\textbf{Student.} I measured nothing yet, but my plan was to get the diffusion coefficient of hot holes in Ge from the current noise, $V S_j = 4e^2 nD$, with $S_j$ the one-sided low-frequency spectrum of the current density averaged over a volume $V$. If the holes form a drifted Maxwellian, what can go wrong, and which change of sample or bias makes it worse?

\textbf{Lecturer.} That is the Price relation, and hole-hole collisions break it. In the theory of Gantsevich, Gurevich and Katilius the fluctuation $\delta F_p$ of a uniform nondegenerate gas of $N$ holes obeys the linearised Boltzmann equation, $(\partial_t+I_p)\langle\delta F_p(t)\,\delta F_q(0)\rangle=0$ for $t>0$, where $I_p$ contains the field, the lattice and the linearised hole-hole term. The starting value is
\begin{equation}
\langle\delta F_p\delta F_q\rangle=F_p\delta_{pq}-N\,\partial_NF_p\,\partial_NF_q+\varphi_{pq},
\end{equation}
where the second term fixes $N$, $\sum_{pq}\varphi_{pq}=0$, and
\begin{equation}
(I_p+I_q)\varphi_{pq}=J_{pq}=\sum_{p'q'}W_{pq}^{p'q'}\,(F_{p'}F_{q'}-F_pF_q).
\end{equation}
$J_{pq}$ is the pair-collision term before the sum over the partner $q$. The coefficient $D$, defined by the response to a density gradient, knows nothing of $\varphi$.

\textbf{Student.} Then I am safe. Pair collisions conserve momentum and energy, so $F_{p'}F_{q'}=F_pF_q$ for any drifted Maxwellian, and $J=0$.

\textbf{Lecturer.} The stationary $F$ departs from that form by an amount inverse to the hole-hole rate, and $W$ is proportional to that rate, so the product stays finite. Take $\chi_a\in\{p_x,p_y,p_z,\varepsilon\}$, measured from their means. The product $[\chi_a(p)+\chi_a(q)][\chi_b(p)+\chi_b(q)]$ is conserved in a collision, so $\sum_{pq}\chi_a(p)\chi_b(q)J_{pq}=-\sum_p\chi_a\chi_b\sum_qJ_{pq}$. In the steady state $\sum_qJ_{pq}$ cancels the action of field and lattice. Per hole this gives
\begin{equation}
\Lambda\varphi+\varphi\Lambda^{T}=G,\qquad G_{ab}=\langle L(\chi_a\chi_b)\rangle ,
\label{lyap}
\end{equation}
with $L$ the rate of change under field and lattice, averaged over the drifted Maxwellian, $\varphi_{ab}$ the moments of $\varphi_{pq}$, and $\Lambda$ the relaxation matrix of total momentum and energy. In this limit $N\partial_NF=F$. With $C^0$ the covariance of the Maxwellian and a parabolic band of mass $m$,
\begin{equation}
D=\frac{(\Lambda^{-1}C^0)_{pp}}{m^2},\qquad
R\equiv\frac{VS_j}{4e^2nD}=1+\frac{(\Lambda^{-1}\varphi)_{pp}}{(\Lambda^{-1}C^0)_{pp}} .
\end{equation}
In equilibrium detailed balance makes $G=0$ and $R=1$.

\textbf{Student.} Give me $R$ along the field.

\textbf{Lecturer.} Let $\theta=k_BT$ be the hole temperature, $\theta_0=k_BT_0$ the lattice value and $u$ the drift velocity, and work to leading order in $\eta=mu^2/\theta$. With $\nu(\varepsilon)$ the momentum relaxation rate, the friction is $m\bar\nu u$, $\bar\nu=\langle\nu\varepsilon\rangle/\langle\varepsilon\rangle$. Call $P(\theta)$ the power lost per hole and $B$ the mean of $\sum W(\Delta\varepsilon)^2$. The balance is $eE=m\bar\nu u$ and $P=m\bar\nu u^2$. Define
\begin{equation}
s=\frac{d\ln\bar\nu}{d\ln\theta},\quad \gamma=\frac{d\ln P}{d\ln\theta},\quad a=\frac{s}{\gamma},\quad b=\frac{B}{2\theta P}.
\end{equation}
In the variables $(p_x,\varepsilon)$,
\begin{equation}
\Lambda=\begin{pmatrix}\bar\nu & \tfrac23 s\,mu\bar\nu/\theta\\ -\bar\nu u & \tfrac23\gamma P/\theta\end{pmatrix},\qquad
C^0=\begin{pmatrix}m\theta & mu\theta\\ mu\theta & \tfrac32\theta^2\end{pmatrix},
\end{equation}
so $D=(\theta/m\bar\nu)(1-a)/(1+a)$, which is $\theta/e$ times the differential mobility. For the sources, $\langle\nu\varepsilon^2\rangle=(s+\tfrac52)\theta\langle\nu\varepsilon\rangle$ gives $G_{p\varepsilon}=eE\theta-(s+1)mu\bar\nu\theta=-s\,mu\bar\nu\theta$, and $G_{\varepsilon\varepsilon}=2\theta P(1-\gamma+b)$. The element $\varphi_{pp}$ is of order $\eta\,m\theta$ and drops out. Writing $\varphi_{\varepsilon\varepsilon}=\tfrac32\theta^2x$, the $p\varepsilon$ component of \eqref{lyap} gives $\varphi_{p\varepsilon}=-s\,mu\theta(1+x)$, and the $\varepsilon\varepsilon$ component gives $1+x=(1+b)/(\gamma+s)$. Then
\begin{equation}
R_\parallel-1=\frac{a^2(1+b)}{1-a^2}=\frac{s^2(1+b)}{\gamma^2-s^2}.
\label{R}
\end{equation}

\textbf{Student.} Positive whenever $\gamma>|s|$. Why must it be?

\textbf{Lecturer.} Write $R_\parallel=(1+a^2b)/(1-a^2)$. A pressure gradient pushes the gas and also does work on it, as a field would, so $D$ carries $(1-a)/(1+a)$. The random force of elastic collisions does no work in the lattice frame, so its spectrum carries $1/(1+a)^2$. The ratio is $1/(1-a^2)$. Random energy exchange with the lattice modulates the friction and adds $a^2b$.

Take one isotropic heavy-hole band and these typical inputs for Ge: $m\approx0.35\,m_e$, density $\rho\approx5320$ kg/m$^3$, sound speed $c_s\approx5400$ m/s, effective acoustic deformation potential $\Xi\approx5$ eV. The reference case has isotropic acoustic scattering alone, in equipartition, at $T_0=20$ K:
\begin{equation}
\nu=\frac{\Xi^2\theta_0(2m)^{3/2}\sqrt\varepsilon}{2\pi\hbar^4\rho c_s^2},
\end{equation}
so $s=\tfrac12$ and $\bar\nu=\bar\nu_0\sqrt r$, with $r=T/T_0$ and $\bar\nu_0=1.9\times10^{10}$ s$^{-1}$. A collision has mean $(\Delta\varepsilon)^2=4mc_s^2\varepsilon$, so $B=6mc_s^2\theta\bar\nu$, and detailed balance gives $P=\tfrac12B(1/\theta_0-1/\theta)=3mc_s^2\bar\nu(r-1)$. Hence $b=1/(r-1)$, $\gamma=\tfrac12+r/(r-1)$, and
\begin{equation}
R_\parallel-1=\frac{r-1}{4(2r-1)}=\frac18\left(1-\frac{1}{\sqrt{1+4X}}\right),\quad X=r(r-1)=\frac{e^2E^2}{3m^2c_s^2\bar\nu_0^2}.
\label{ac}
\end{equation}
At $T=40$ K, $r=2$, the field is $4.9\times10^2$ V/m, $u=9.4\times10^3$ m/s, $\gamma=\tfrac52$, $b=1$, and $R_\parallel-1=1/12\approx0.08$.

\textbf{Student.} Eight per cent, from a leading order. What did you drop?

\textbf{Lecturer.} Terms in $mc_s^2/k_B=0.67$ K over the temperatures, and they are not negligible. Here $\eta=0.05$; we shall see that $\varphi_{pp}$ alone gives $\eta/3\approx0.02$ when $s=0$. The next term beyond equipartition multiplies $\nu$ by $1+\tfrac49mc_s^2\varepsilon/\theta_0^2$, hence $\bar\nu$ by $1+\tfrac43mc_s^2\theta/\theta_0^2=1.09$. That raises $s$ by $0.08$ and, with $\gamma$ and $b$ held, $R_\parallel-1$ by $0.03$. Read the numbers below as values of the model, good for sign and rough size. First change: halve the field.

\textbf{Student.} $G$ vanishes at zero field and $R$ is even in $E$, so the excess goes as $E^2$ and falls to a quarter, $0.02$.

\textbf{Lecturer.} It falls, but the $E^2$ law $X/4$ holds only for $X\ll1$, and \eqref{ac} saturates at $1/8$. The reference case has already reached two thirds of that ceiling, so expect a milder drop. With $X=\tfrac12$, $r=1.37$, $T=27$ K and $R_\parallel-1=0.05$. Second change: put Si atoms on some Ge sites, enough that alloy scattering equals acoustic scattering, and ignore the shifts of $m$ and $c_s$.

\textbf{Student.} More elastic scattering means more randomising, so less correlation.

\textbf{Lecturer.} The size of $\bar\nu$ is absent from \eqref{R}. A short-range alloy potential scatters in proportion to the density of states, $\sqrt\varepsilon$, so $s$ stays $\tfrac12$, and being elastic it leaves $\gamma$ and $b$ alone. At fixed hole temperature nothing changes at this order. At fixed field the holes cool, because $e^2E^2=m\bar\nu P$ with $\bar\nu$ doubled halves $X$. Then $X=1$, $r=1.62$, $T=32$ K and $R_\parallel-1=0.07$. You had the sign, by way of the cooling only. Third change: neutral impurities in place of Si, with a rate taken as independent of energy, supplying half of $\bar\nu$ at fixed $T=40$ K.

\textbf{Student.} Slopes add with the weights of the channels, so $s=\tfrac14$, and the excess drops about fourfold.

\textbf{Lecturer.} Right. Equation \eqref{R} gives $\tfrac1{16}\cdot2/(\tfrac{25}4-\tfrac1{16})=2/99\approx0.02$. Since $\bar\nu$ doubles at fixed $P$, $\eta$ halves and $\eta/3\approx0.01$, a sizeable fraction of what remains. Now ionise those impurities.

\textbf{Student.} Coulomb scattering weakens with energy, $s\approx-\tfrac32$ if the logarithm is frozen. The mobility then rises on heating, so the excess must change sign.

\textbf{Lecturer.} It cannot, since \eqref{R} is even in $s$. With a share $f$ of Coulomb scattering in $\bar\nu$, $s=\tfrac12-2f$. The leading excess vanishes at $f=\tfrac14$, leaving terms of order $\eta$, and at $f=\tfrac12$, $s=-\tfrac12$, it is back at $1/12$. What does change is the energy variance. The factor $1+x$ goes from $2/3$ in the reference case to $1$, so $\varphi_{\varepsilon\varepsilon}=0$ there while $\varphi_{p\varepsilon}$ still spoils the Price relation. One condition applies. Ionised centres scatter a hole about as often as an equal density of holes does, so a drifted Maxwellian needs far fewer centres than holes in the conducting region, as with remote doping.

\textbf{Student.} Which brings me to density. $J$ is quadratic in $F$, so doubling $n$ should double $R-1$.

\textbf{Lecturer.} Only in the dilute limit. In \eqref{lyap} neither $\Lambda$ nor $G$ contains $n$, so doubling it does nothing up to relative corrections $\bar\nu/\nu_{hh}$. For scale use the Coulomb rate of like particles,
\begin{equation}
\nu_{hh}\approx\frac{ne^4\ln\Lambda_C}{12\pi^{3/2}\epsilon^2m^{1/2}\theta^{3/2}},
\end{equation}
with $\epsilon\approx16\epsilon_0$ and the Coulomb logarithm $\ln\Lambda_C$ set to one. At $n=10^{22}$ m$^{-3}$ and 40 K it gives $7\times10^{11}$ s$^{-1}$, about $25\bar\nu$. This is an order of magnitude only, since the Coulomb energy at the mean spacing is comparable to $\theta$ there. Lower $n$ and two things happen in turn. Below $\nu_{hh}\sim\bar\nu$ the holes stop sharing momentum but still share energy, so the excess persists with other coefficients. It fades linearly in $n$ once $\nu_{hh}$ is below the energy rate $P/\theta=1.3\times10^9$ s$^{-1}$, which means $n$ well under $2\times10^{19}$ m$^{-3}$. In the crossovers $N\partial_NF\neq F$, and that adds a departure besides the explicit $\varphi$ term.

\textbf{Student.} Suppose I turn the noise contacts across the field. The same excess, perhaps smaller?

\textbf{Lecturer.} Reason first. By symmetry $p_y$ decouples from the energy, so $R_\perp-1=G_{yy}/(2\bar\nu m\theta)$. Stationary internal energy means $G_{xx}+G_{yy}+G_{zz}=0$. Scattering off the lattice feeds random motion mostly along the drift, cooling drains the three directions equally, and hole-hole collisions make up the difference. So $G_{yy}<0$, and the noise lies below the Price value, at order $\eta$. For scattering with isotropic final direction, $\langle Lp_y^2\rangle=\langle\nu(p^2/3-p_y^2)\rangle-\tfrac23mP$. The $u^2$ term of the Maxwellian, with the angular mean $\langle(\tfrac13-n_y^2)(n_x^2-\tfrac13)\rangle=2/45$ for $\mathbf n=\mathbf p/p$, makes the first part $\tfrac2{15}(s+\tfrac52)m^2u^2\bar\nu$. Thus
\begin{equation}
R_\perp-1=-\frac{5-2s}{30}\,\eta ,
\end{equation}
which is $-0.007$ in the reference case, opposite in sign and an order of magnitude smaller. For a constant rate, $s=0$, the momentum along the field also decouples, and the trace rule gives $R_\parallel-1=-2(R_\perp-1)=\eta/3$, the scale quoted before.

\textbf{Student.} My last objection is the reference case itself. Ge has optical phonons, and hole-hole collisions keep refilling the tail that emits them.

\textbf{Lecturer.} A fair one, so open that channel at fixed $T=40$ K. Take $\hbar\omega_0\approx37$ meV and an optical coupling $D_o\approx9\times10^{10}$ eV/m as typical inputs, so $z=\hbar\omega_0/\theta=10.7$. Predict from \eqref{R}.

\textbf{Student.} Emission is activated, so its slope is near $z$ and $\gamma$ jumps. The temperature is pinned, and the excess falls. The large quanta raise $b$, but $\gamma$ enters squared.

\textbf{Lecturer.} Good, with one omission. The emission rate is
\begin{equation}
\nu_{o}=\frac{D_o^2(2m)^{3/2}}{4\pi\rho\omega_0\hbar^3}\sqrt{\varepsilon-\hbar\omega_0},\qquad \varepsilon>\hbar\omega_0,
\end{equation}
and absorption is smaller on average by $e^{z-\hbar\omega_0/\theta_0}=2\times10^{-5}$. The Maxwellian average is $4.3\times10^7$ s$^{-1}$, so $P_o=2.5\times10^{-13}$ W against $7.4\times10^{-13}$ W for acoustic loss, a share of $0.26$. The slopes follow from moments, $\gamma_o=\langle\nu_o\varepsilon\rangle/(\theta\langle\nu_o\rangle)-\tfrac32=10.8$ and $s_o=\langle\nu_o\varepsilon^2\rangle/(\theta\langle\nu_o\varepsilon\rangle)-\tfrac52=9.9$, and $b_o=z/2=5.4$. Weighting by power gives $\gamma=4.6$ and $b=2.1$. With $s$ left at $\tfrac12$, as you left it, the excess would be $0.04$. But emission also destroys momentum. Its $\bar\nu_o=3.5\times10^8$ s$^{-1}$ is a share of only $0.013$ of the friction, yet with slope $9.9$ it lifts $s$ to $0.62$. The result is $R_\parallel-1=0.06$, below $0.08$ as you predicted, with about half of your drop undone. Meanwhile $\eta$ rises to $0.07$, so $\eta/3\approx0.02$ is now over a third of the leading term, and for stronger optical loss \eqref{lyap} has to be solved without expanding in $\eta$.